Pull a hafnium oxide crystal apart between a hafnium layer and an oxygen layer, and two forces show up in turn. The short-range pull of breaking bonds gives the peak, near 95 GPa, and nearly all of the energy, close to 14 J/m². From about 3 Å on, a much weaker pull takes over, most likely an electrostatic one, and about 0.5 GPa of it is left at 6 Å. That tail has the strength and the shape expected of faces that have lost nearly all their charge and keep only a few volts between them.

Fluorite-type HfO2 (a = 5.115 Å, 12-atom cell) is opened rigidly across (001) between an Hf and an O layer, without relaxation. The runs used Ansatz 0.2.0 with plane-wave PAW, scalar-relativistic LDA, no spin polarisation, a 420 eV cutoff, a 6×6×3 k mesh and 0.05 eV Gaussian smearing. Energies are relative to the uncut crystal, per area of the cut.

```csv
opening (Å),separation energy (mJ/m²),traction (GPa (slope of the separation energy)),gap on mesh (eV)
-0.3,893.6,-83.22,2.330
-0.15,73,-27.94,3.078
0,0,16.55,3.505
0.25,1112,67.67,2.237
0.5,3168,92.95,0.527
0.75,5534,91.75,0.039
1,7579,72.36,0.000
1.5,10490,43.88,0.000
2,12080,21.59,0.000
3,13190,4.89,0.000
4.5,13540,1.12,0.000
6,13650,0.49,0.000
```

**What happens**

The opening is the extra distance put between two rigid halves of the crystal, and the traction is the pull per area that tries to close it. The traction climbs to a maximum between 0.5 and 0.75 Å and then falls. By 3 Å, 97 % of the energy found at 6 Å has been spent. Only the uncut crystal is cubic, since every other row has one layer spacing unlike the rest.

The odd feature is how slowly the pull dies at the end. Between 2 and 3 Å it falls by a factor e every 0.7 Å, but between 4.5 and 6 Å that takes 1.8 Å. Three explanations suggest themselves: bonds that still reach across, ions that keep their full charge, and faces whose charge has mostly drained away.

**Broken bonds: right for the energy, wrong for the tail**

Sharing electrons takes clouds that overlap, and clouds thin out exponentially outside a surface. The usual binding curve for a crystal being torn has this built in. Its traction first rises in proportion to the stretch and then dies exponentially, here with a decay length of about 0.6 Å. Fitted to the ten rows from the uncut crystal outward, it follows the rise, the peak and the main fall with a typical error of 3 GPa. It is a description more than a forecast, because the error grows to about 16 GPa when each of these rows in turn is left out and predicted, and the two compressed rows are missed by far more. Nor can it separate the pull of shared electrons from that of ions attracting each other at close range, so "broken bonds" covers both here.

At 6 Å this curve gives 0.07 GPa, seven times less than the calculation. A better fit would not save it. On a logarithmic scale such a curve can only bend downward, so the rows at 3 and 4.5 Å allow it at most 0.26 GPa at 6 Å. The calculation gives 0.49 GPa, so something with a longer reach is at work.

**Fixed ionic charges: tempting, but far too strong**

The cut leaves a bare hafnium layer facing a bare oxygen layer. Counted as Hf⁴⁺ and O²⁻, the layers carry +4 and −4 elementary charges per surface cell. In an evenly spaced stack of such layers, this amounts to a charge of +2 on one face of the slab and −2 on the other. It is natural to picture the open crystal as a charged capacitor whose plates attract each other.

The picture can be tested with a simple formula. Charged plates pull on each other with ε₀E²/2 per area, where E is the field between them and ε₀ the vacuum permittivity. The slab's own electrons weaken this field, and in the repeated cell they do so more as the opening grows. With a dielectric constant of roughly 5, a recalled value, the pull at 6 Å would still be 22 GPa, some 45 times the computed one. Doubling that constant leaves it about 15 times too strong.

The voltage shows why the picture breaks down. Fixed charges would put about 42 V across the vacuum at 6 Å and, because the cell repeats, an equal and opposite voltage across the slab. The uncut crystal has a gap of only 3.5 eV between filled and empty electron states. A voltage beyond the gap lifts filled states at one face above empty states at the other, and electrons then lower the energy by moving.

**Drained charges: a few volts remain**

The direction of that flow follows from the charges. The oxygen face is negative, so its electrons are pushed up in energy, while empty hafnium states at the positive face are pulled down. Once the levels cross, electrons pass from oxygen to hafnium, and each transfer lowers the voltage that drives it. The flow stops when the levels are even, which leaves a voltage comparable to the gap instead of tens of volts.

The computed gap fits this account. It shrinks from 3.5 eV in the uncut crystal to almost nothing at 0.75 Å and is zero in every row from 1 Å on. This is support, not proof, because broken bonds can leave states in the gap without any voltage. The charge itself was not mapped, so the transfer from oxygen to hafnium rests on standard reasoning about polar surfaces.

The account does make a testable prediction for the tail. If the voltage V stays fixed while the faces move apart, the field is V/(x − x₀), where x is the opening. The offset x₀ is needed because the opening leaves out the layer spacing of the uncut crystal, and because the charge need not sit on the planes of the nuclei. The pull then falls as 1/(x − x₀)², so one divided by the square root of the traction should grow in equal steps for equal steps of opening.

The last three rows are evenly spaced and make the test easy. At 3 Å, 1/√4.89 is 0.452; at 4.5 Å, 1/√1.12 is 0.945. One more equal step gives 0.945 + 0.493 = 1.438 at 6 Å, and 1/1.438² is 0.48 GPa. The calculation gives 0.49 GPa, a value that was not used in the estimate.

Fixed charges in a repeated cell would follow an inverse square too, so the shape speaks for an electrostatic pull, and it is the strength that favours drained charges. The same straight line puts x₀ near 1.6 Å. The charge would then have to sit, on average, more than 1 Å outside the outermost nuclei of each face. That is plausible for electrons spilling into the vacuum, but it was not checked.

The energies give a second test, since the energy gained over an interval fixes the mean traction there. Beyond 3 Å the inverse-square law meets this mean within 2 %, while an exponential through the same end points is 4 to 7 % too high. Between 2 and 3 Å the order is reversed: the exponential is within 2 %, and the inverse square is 7 % too low. A change of law near 3 Å is what one expects if the last of the bonding gives way there to an electrostatic pull.

The straight line can't be carried further inward, though. At 2 Å it would give about 65 GPa, three times the computed pull, so the picture of two separate charged faces no longer holds there. The row at 3 Å may still contain some bonding too, which makes the offset and the voltage drawn from the line uncertain.

**How large the leftover is**

If the whole pull at 6 Å is electrostatic, each surface cell shows the vacuum a charge of only about 0.08 elementary charges. Dielectric screening alone would have left about 0.5, so electrons must have crossed over as well. They are expected to have cancelled most of the original charge of 2, because a slab with only a few volts across it is weakly polarised. The voltage implied by the tail is a little under 5 V. It trades off against the offset x₀, so only its order of magnitude counts, and that is the order of the gap.

This suggests a rule of thumb for other cuts between oppositely charged layers, though one crystal can't prove it. Once electrons can cross, the strength of the long-range pull should depend on the gap and on the electron levels of the two faces, far more than on the nominal charges of the ions. LDA makes gaps too small, and it ran here on PAW datasets made for another functional, PBE, so the strength of the tail found here carries both errors. The shape of the tail depends on them much less, because any fixed voltage leads to the same inverse square.

**What to do about it**

Don't take the energy at 6 Å as final. If the inverse-square law goes on, roughly 200 mJ/m² is still to come, under 2 % of the total. An exponential extrapolation would miss most of it. To judge such a tail, plot one over the square root of the traction against the opening and look for a straight line.

Don't halve the energy and call the result a surface energy. It belongs to one hafnium face and one oxygen face together, and the calculation has no way to share it between them. Both faces are also frozen in their bulk positions. Real polar surfaces usually rearrange or change their composition, which gets rid of their charge more cheaply than moving electrons across the crystal.

Don't quote the peak traction as the ideal strength of HfO2. The two halves were kept rigid, and the starting cell was stretched: it already pulls with 17 GPa before any cut, so the peak is not that of a crystal at its natural size.

Don't read the rows from 1 Å on as insulating surfaces. They have no gap, and they were computed with a mesh chosen for the insulator and with electron spins forced to pair. Missing electrons on an oxygen face can carry magnetic moments, and whether they would do so here was not tested. The output below gives the fit and the tests of the tail.

Output of the analysis:

```
fit of traction on 10 rows (opening >= 0): coefficient of exp(-s*opening) 14.07 +/- 3.7, coefficient of opening*exp(-s*opening) 408.1 +/- 12, s 1.754; rms 3.36, worst 0.25 7.21, leave-one-out rms 15.5
  rows outside the fit (model, value, miss): -0.3 -183.4, -83.22, -100; -0.15 -61.35, -27.94, -33.4
share of the energy at 6 Å already spent at 3 Å (%): 96.63
mean traction between 0.5 and 0.75 Å (GPa): 94.66
binding curve, traction at 3 Å (GPa): 6.418
binding curve, traction at 6 Å (GPa): 0.06615
decay length of traction, 2 to 3 Å (Å): 0.6734
decay length of traction, 3 to 4.5 Å (Å): 1.018
decay length of traction, 4.5 to 6 Å (Å): 1.814
traction at 6 Å foretold by exponential from 3 and 4.5 Å (GPa): 0.2565
traction at 6 Å foretold by inverse square from 3 and 4.5 Å (GPa): 0.4839
inverse square, miss of mean traction 2 to 3 Å (%): -7.238
exponential, miss of mean traction 2 to 3 Å (%): 1.524
inverse square, miss of mean traction 3 to 4.5 Å (%): -1.933
exponential, miss of mean traction 3 to 4.5 Å (%): 7.187
inverse square, miss of mean traction 4.5 to 6 Å (%): 0.7435
exponential, miss of mean traction 4.5 to 6 Å (%): 3.637
fixed charges, traction at 6 Å with dielectric constant 5 (GPa): 21.91
fixed charges, traction at 6 Å with dielectric constant 10 (GPa): 7.189
fixed charges, voltage across the vacuum at 6 Å with dielectric constant 5 (V): 42.21
charge per surface cell that would give the computed traction at 6 Å (e): 0.07606
voltage implied by inverse square, 4.5 to 6 Å (V): 4.661
voltage implied by inverse square, 3 to 4.5 Å (V): 4.576
energy still to come beyond 6 Å if inverse square goes on (mJ/m²): 217.1
```
